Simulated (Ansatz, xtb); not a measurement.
**Two structures of AlH4PS**

We compare a, a singlet given by its coordinates, with b, `[PH2][AlH][SH]`, a singlet. Both are isolated molecules in the gas phase, relaxed with B3LYP-D3(BJ)/def2-SVP; the shapes shown needn't be the lowest conformers.

a (Å):

```yaml
atoms:
  - { symbol: Al, position_ang: [-0.8709, 2.0944, -1.2521] }
  - { symbol: P, position_ang: [0.3859, -0.0562, -1.5088] }
  - { symbol: S, position_ang: [0.7291, 1.5915, -2.7942] }
  - { symbol: H, position_ang: [-2.3782, 1.8975, -1.6796] }
  - { symbol: H, position_ang: [-0.4061, 2.8425, 0.0585] }
  - { symbol: H, position_ang: [0.1294, -1.1697, -2.3525] }
  - { symbol: H, position_ang: [1.6582, -0.4372, -1.0053] }
```

Close contacts (Å): Al1–P2 2.50, Al1–S3 2.28, P2–S3 2.12, Al1–H4 1.58, Al1–H5 1.58, P2–H6 1.42, P2–H7 1.42.

b (Å):

```xyz
7

Al   -0.2576    0.9354   -0.3116
P     0.1045   -0.2937    1.6436
S    -1.9485    0.4780   -1.6350
H    -0.1983   -1.5508    1.0329
H     1.5129   -0.3931    1.4127
H     0.5975    2.2055   -0.6991
H    -2.3578   -0.6167   -0.9516
```

Energies in hartree; the thermal terms are from B3LYP-D3(BJ)/def2-SVP harmonic frequencies (ideal gas, rigid rotor, one conformer each, 298.15 K, 1 atm) and include the zero-point energy:

```
                               a           b
E, CCSD(T)/def2-TZVP  −983.049482  −983.067484
   zero-point energy     0.034065     0.033539
        H(298 K) − E     0.040436     0.040699
        G(298 K) − E     0.005419     0.003482
```

Work out ΔE, ΔE₀, ΔH and ΔG for a → b in kcal/mol (1 Eh = 627.51 kcal/mol) and the equilibrium ratio [b]/[a].

1. ΔE = −983.067484 − (−983.049482) = −0.018002 Eh = −11.30 kcal/mol.
2. ΔE₀ = ΔE + ΔZPE = −0.018002 + (−0.000526) Eh = −11.63 kcal/mol.
3. ΔH = ΔE + (+0.000263) Eh = −11.13 kcal/mol.
4. ΔG = ΔE + (−0.001937) Eh = −12.51 kcal/mol, so ΔS = (ΔH − ΔG)/T = +19.4 J/(mol K).
5. kT = 0.9442 mEh, so K = [b]/[a] = exp(−ΔG/kT) = exp(+21.12) ≈ 1.5 × 10^9.

Structure b is favoured at this temperature. An error of 1 kcal/mol in ΔG would change K by a factor of 5.4. GFN2-xTB gave ΔE the other sign. Mirror images and further conformers aren't counted.

Other levels gave ΔE = +14.1 (GFN2-xTB); −13.2 (HF/STO-3G, GFN2-xTB geometries); −13.4 (r2SCAN-D4/def2-SVP, GFN2-xTB geometries); −13.2 (B3LYP-D3(BJ)/def2-SVP); −12.6 (HF/def2-TZVP); −9.7 (MP2/def2-TZVP) kcal/mol. The correlated steps freeze 15 core orbitals. Programs: Ansatz 0.2.0, xtb 6.7.1.

The preference for b is mainly electronic and reflects an exchange of bonds. Structure a is best read as H2Al–S–PH2 closed into a three-membered ring by donation from the phosphorus lone pair to aluminium. Going to b gives up the P–S bond, one Al–H bond and this dative contact, and gains an S–H bond and a covalent Al–P bond. Hydridic hydrogen on aluminium thus becomes hydrogen on sulfur as the P–S bond is reduced, and the strain of the small ring is released. Opening the ring probably also softens torsional and bending modes, which would explain why entropy adds to the preference.

Hartree–Fock already favours b by −12.6 kcal/mol in the larger basis, so correlation isn't the source of the ordering; it trims the gap, perhaps because it favours the more compact ring. The equilibrium ratio says nothing about how fast a would convert, since breaking P–S and moving hydrogen may carry a substantial barrier.
